Interlayer shear and breathing modes of few-layer graphene: linear-chain model

Problem

A free-standing stack of N graphene layers in AB stacking is treated as N rigid sheets, n = 1 … N, of mass μ per unit area. Adjacent sheets are coupled by a harmonic constant α per unit area (N m⁻³): α∥ for relative sliding (shear), α⊥ for relative motion along the normal z (breathing). The in-plane wavevector is zero. Convention: ω is angular frequency, ν̃ = ω/(2πc) is the wavenumber in cm⁻¹ (1 cm⁻¹ = 100 m⁻¹).

Data (typical, approximate values, used as inputs only):
in-plane lattice constant a = 0.246 nm, two atoms per cell per layer
carbon mass 12.011 u
layer spacing d = 0.335 nm
highest shear mode: about 31 cm⁻¹ for N = 2, about 43 cm⁻¹ in the thick limit
C33 of graphite about 36.5 GPa
intralayer optical modes: about 1580 cm⁻¹ (in plane), about 870 cm⁻¹ (out of plane)
Illustrative parameters: spectral resolution 0.5 cm⁻¹; second-neighbour ratio r = α₂/α₁ = 0.05; substrate ratio s = α_s/α∥ = 0.1; T = 300 K.

(a) Derive the mode frequencies and the bilayer-to-bulk ratio.
(b) Fix α∥ from ν̃(N = 2) = 31.0 cm⁻¹; repeat with the 43 cm⁻¹ anchor.
(c) Tabulate the highest and lowest shear modes against N. Up to which N does the highest mode count layers?
(d) Find C44 and the transverse sound speed along z.
(e) Obtain α⊥ from C33 and give the breathing modes.
(f) Estimate the neglected terms.

Intermediate values are carried unrounded. The anchor 31.0 cm⁻¹ is taken as exact in the arithmetic; a change of 0.5 cm⁻¹ in it moves every shear wavenumber by 1.6 % and α∥ by 3.2 %. Third figures show trends within the model; final results get two.

Solution

(a) Frequencies

The threefold axis forces the force-constant tensor of a layer pair into the form diag(α∥, α∥, α⊥). So x, y and z decouple, shear modes are doubly degenerate, and each polarisation is a one-dimensional chain. AB and BA contacts are equivalent by symmetry, so all springs are taken equal. Energy per unit area for one polarisation:

E = ½ μ Σ (du_n/dt)² + ½ α Σ (u_{n+1} − u_n)², second sum over n = 1 … N − 1.

With u_n ∝ exp(−iωt), inner layers obey

μω² u_n = α (2u_n − u_{n+1} − u_{n−1}).   (1)

Outer layers have one spring only: μω² u_1 = α(u_1 − u_2), and likewise for n = N. These are (1) with fictitious layers u_0 = u_1 and u_{N+1} = u_N, whose springs are never stretched.

Try u_n = cos[θ(n − ½)].
- Insertion in (1): μω² = α(2 − 2cos θ) = 4α sin²(θ/2).
- u_0 = cos(−θ/2) = u_1 for any θ.
- u_{N+1} − u_N = −2 sin(Nθ) sin(θ/2) = 0 requires θ = jπ/N.
j = 0 is the rigid translation; j = N gives u_n = 0; larger j repeat earlier patterns. Hence

ω_j = 2√(α/μ) sin(jπ/2N), j = 1 … N − 1.   (2)

Sum rule: Σ ω_j² equals the trace of the dynamical matrix, 2(N − 1)α/μ.

Bulk. For the infinite chain θ = qd and ω = 2√(α/μ) |sin(qd/2)|. The maximum, ω_∞ = 2√(α/μ), has θ = π: neighbouring layers in antiphase. The AB crystal repeats after 2d, so θ = π folds back to the zone centre. For shear this is the low E2g mode of graphite, Raman active; for breathing it is a silent B-type mode (B1g or B2g, depending on the axis convention).

The branch that tends to ω_∞ is j = N − 1: ω = ω_∞ cos(π/2N). The branch j = 1 tends to zero as 1/N. For N = 2 they coincide:

ω(N = 2) = ω_∞ sin(π/4) = ω_∞/√2.   (3)

Reason: the bilayer has one spring and reduced mass μ/2, so ω² = 2α/μ. In the bulk antiphase pattern each layer of mass μ is held by two springs, each stretched by 2u, so ω² = 4α/μ.

Parity: u_{N+1−n} = (−1)^j u_n. Even N (point group D3d, inversion, which reverses every displacement): odd j is Eg or A1g, Raman active; even j is Eu or A2u, infrared active. Odd N (D3h, mirror in the middle layer, which reverses z only): shear with even j is E′, allowed in backscattering along z, odd j is E″, not allowed in that geometry; breathing with odd j is A1′, Raman active, even j is A2″. The shear mode j = N − 1 is thus allowed in backscattering for every N. Symmetry fixes what is allowed, not the intensity.

(b) Areal mass and α∥

Atom mass: 12.011 u = 1.9945 × 10⁻²⁶ kg.
Cell area: A = (√3/2)a² = 5.2408 × 10⁻²⁰ m².
μ = 2 × 1.9945 × 10⁻²⁶ kg / 5.2408 × 10⁻²⁰ m² = 7.611 × 10⁻⁷ kg m⁻².
2πc = 1.8837 × 10¹¹ rad s⁻¹ per cm⁻¹.

Bilayer anchor: ω = 1.8837 × 10¹¹ × 31.0 rad s⁻¹ = 5.839 × 10¹² rad s⁻¹ (0.929 THz).
α∥ = μω²/2 = 1.298 × 10¹⁹ N m⁻³.
Units: kg m⁻² s⁻² = N m⁻³. Per cell, α∥A = 0.680 N m⁻¹.
√(α∥/μ) = 4.129 × 10¹² s⁻¹; ν̃_∞ = √2 × 31.0 cm⁻¹ = 43.8 cm⁻¹.

Thick-limit anchor: ν̃_∞ = 43.0 cm⁻¹ gives a bilayer mode of 30.4 cm⁻¹. α∥ scales by 43²/(2 × 31²) = 0.962 to 1.248 × 10¹⁹ N m⁻³. The two calibrations differ by 3.8 % in α∥, the size of the rounding of the two-figure inputs. Each is a fit, not a test. The bilayer anchor is used below unless stated.

(c) Shear modes against N

ν̃_j = 43.8 cm⁻¹ × sin(jπ/2N).

N      highest, j = N − 1 (cm⁻¹)    lowest, j = 1 (cm⁻¹)
2      31.0 (input)                 31.0 (same mode)
3      38.0                         21.9
4      40.5                         16.8
5      41.7                         13.5
6      42.3                         11.3
10     43.3                         6.9
∞      43.8                         0

Full sets. N = 4: 16.8, 31.0, 40.5 cm⁻¹; the middle mode (Eu) repeats the bilayer value, as j = N/2 does for every even N. N = 5: 13.5, 25.8, 35.5, 41.7 cm⁻¹; the second and fourth (E′) are allowed in backscattering.

Approach to the bulk: 1 − cos(π/2N) ≈ π²/(8N²). The highest mode lies within 1 % of ν̃_∞ when π/2N ≤ arccos 0.99, i.e. N ≥ 11.1, so from N = 12.

Layer counting: N = 7 gives 42.7 cm⁻¹. From unrounded values the step 5 → 6 is 0.65 cm⁻¹, the step 6 → 7 is 0.39 cm⁻¹. With 0.5 cm⁻¹ resolution the model's highest mode separates 5 from 6 layers but not 6 from 7. Steps of the highest branch fall as 1/N³, those of the lowest branch as 1/N².

(d) C44

Impose uniform shear γ = ∂u_x/∂z (engineering strain, Voigt ε₄-type, γ = 2ε_xz). Then u_{n+1} − u_n = γd. One spring per layer stores ½α∥γ²d² per area, in a volume d per area. Energy density ½(α∥d)γ² = ½C44γ². The same argument with ε_zz at zero in-plane strain gives C33, not the Young modulus:

C44 = α∥ d, C33 = α⊥ d.   (4)

C44 = 1.298 × 10¹⁹ N m⁻³ × 3.35 × 10⁻¹⁰ m = 4.35 GPa. Thick-limit anchor: 4.18 GPa.

Density: ρ = μ/d = 2.27 × 10³ kg m⁻³.
Sound speed: for qd ≪ 1, ω = qd√(α∥/μ), so v_T = d√(α∥/μ) = √(C44/ρ) = 1.38 × 10³ m s⁻¹.

Continuum reading of (2): for j ≪ N, ω_j ≈ jπv_T/(Nd), the standing waves of a stress-free slab of thickness Nd, not (N − 1)d. For N = 10, j = 1: slab 6.89 cm⁻¹, chain 6.86 cm⁻¹; relative difference (π/2N)²/6 = 0.4 %.

(e) Breathing modes

Equation (4) read backwards:
α⊥ = 36.5 × 10⁹ Pa / 3.35 × 10⁻¹⁰ m = 1.090 × 10²⁰ N m⁻³.
√(α⊥/μ) = 1.196 × 10¹³ s⁻¹; ν̃_∞ = 2 × 1.196 × 10¹³ / 1.8837 × 10¹¹ cm⁻¹ = 127 cm⁻¹.

N      breathing modes, j ascending (cm⁻¹)
2      90
3      64, 110
4      49, 90, 117
∞      127 (top of the branch, silent)

Raman active: odd j. α⊥/α∥ = 8.4, so each breathing mode lies a factor 2.9 above the shear mode of the same N and j. Longitudinal speed along z: v_L = d√(α⊥/μ) = 4.0 × 10³ m s⁻¹.

(f) Neglected terms

1. Second-neighbour spring α₂ = rα₁ between layers n and n + 2 (α₁ is the α used so far). Bulk dispersion: μω² = 4α₁ sin²(θ/2) + 4α₂ sin²θ.
- At θ = π the new term vanishes (second neighbours move in phase), and a bilayer has no second neighbours. Ratio (3) is untouched and says nothing about α₂.
- For θ = qd → 0: μω² = (α₁ + 4α₂)q²d², so C = d(α₁ + 4α₂). With r = 0.05, C grows by a factor 1.20: C44 = 5.2 GPa at unchanged anchors. This exceeds the calibration spread of part (b) about fivefold.
- In part (e), at fixed C33, α₁ falls by that factor and the bilayer and bulk wavenumbers scale by 0.913: 127 → 116 cm⁻¹.
- Trilayer, exact: pattern (1, −2, 1) keeps μω² = 3α₁; pattern (1, 0, −1) gets μω² = α₁ + 2α₂. The low shear mode moves by √1.1 = 1.049, from 21.9 to 23.0 cm⁻¹.
- N = 4, highest mode, first order: δ(μω²) = α₂ Σ(u_{n+2} − u_n)²/Σu_n² = (1 − 1/√2)α₂ = 0.293 α₂, against μω² = 3.414 α₁. δω/ω = 0.043 r, a shift of 0.09 cm⁻¹.
So the highest branch fixes α₁ and is nearly blind to α₂; the low branches or the sound speed fix α₂. The value and sign of r are not determined by the data given.

2. Substrate spring α_s = sα∥ on layer 1. With Σu_n² = N/2 and u_1 = cos(jπ/2N), first order gives δ(μω_j²) = (2α_s/N) cos²(jπ/2N). For j = N − 1:
δω/ω = (s/4N) tan²(π/2N).
With s = 0.1: +0.39 cm⁻¹ for N = 2, +0.02 cm⁻¹ for N = 5. An α∥ fitted to a supported bilayer with the free formula is too high by s/4 = 2.5 %, comparable to the anchor spread. The j = 0 translation becomes a mode at ω ≈ √(α_s/Nμ), about 5 cm⁻¹ for N = 2.

3. Layer rigidity. A rigid-layer mode ω can mix with an intralayer optical mode Ω through a matrix element κ of the mass-weighted dynamical matrix. κ comes from interlayer forces, so it is at most of order ω². The shift is δω² ≈ −κ²/(Ω² − ω²), of relative order (ω/Ω)² or less. Shear: (43.8/1580)² = 8 × 10⁻⁴. Breathing: (127/870)² = 0.02. Negligible for shear; for breathing it removes any meaning from figures beyond those printed.

4. Anharmonicity. At 300 K, k_BT/hc = 209 cm⁻¹, and the bilayer shear mode has mean occupation 1/[exp(hcν̃/k_BT) − 1] = 6.2. The interlayer modes are thermally populated, so a fitted α is an effective constant for the temperature and spacing at which its anchor holds, not the curvature of a static energy surface. The model gives no linewidth and no temperature shift. It also assumes that surface and inner contacts have the same α.

Results of the model

ω_j = 2√(α/μ) sin(jπ/2N); bilayer = bulk/√2; C = αd for nearest-neighbour coupling.
μ = 7.6 × 10⁻⁷ kg m⁻².
α∥ = 1.2 to 1.3 × 10¹⁹ N m⁻³, depending on the anchor.
Highest shear mode, bilayer anchor: 31 (input), 38, 41, 42 cm⁻¹ for N = 2 to 5, limit 44 cm⁻¹.
C44 = 4.2 to 4.3 GPa; each 0.05 in r adds 20 % of this.
α⊥ = 1.1 × 10²⁰ N m⁻³; breathing mode 90 cm⁻¹ (bilayer), 127 cm⁻¹ (bulk limit).

These numbers are the model's, with inputs chosen to reproduce the typical shear range. Its C44 refers to an ideal AB stack probed at THz frequencies. Static or ultrasonic shear moduli of ordinary pyrolytic graphite are typically a few tenths of a GPa, because mobile basal dislocations relax the stress; the model overshoots those by roughly a factor of ten.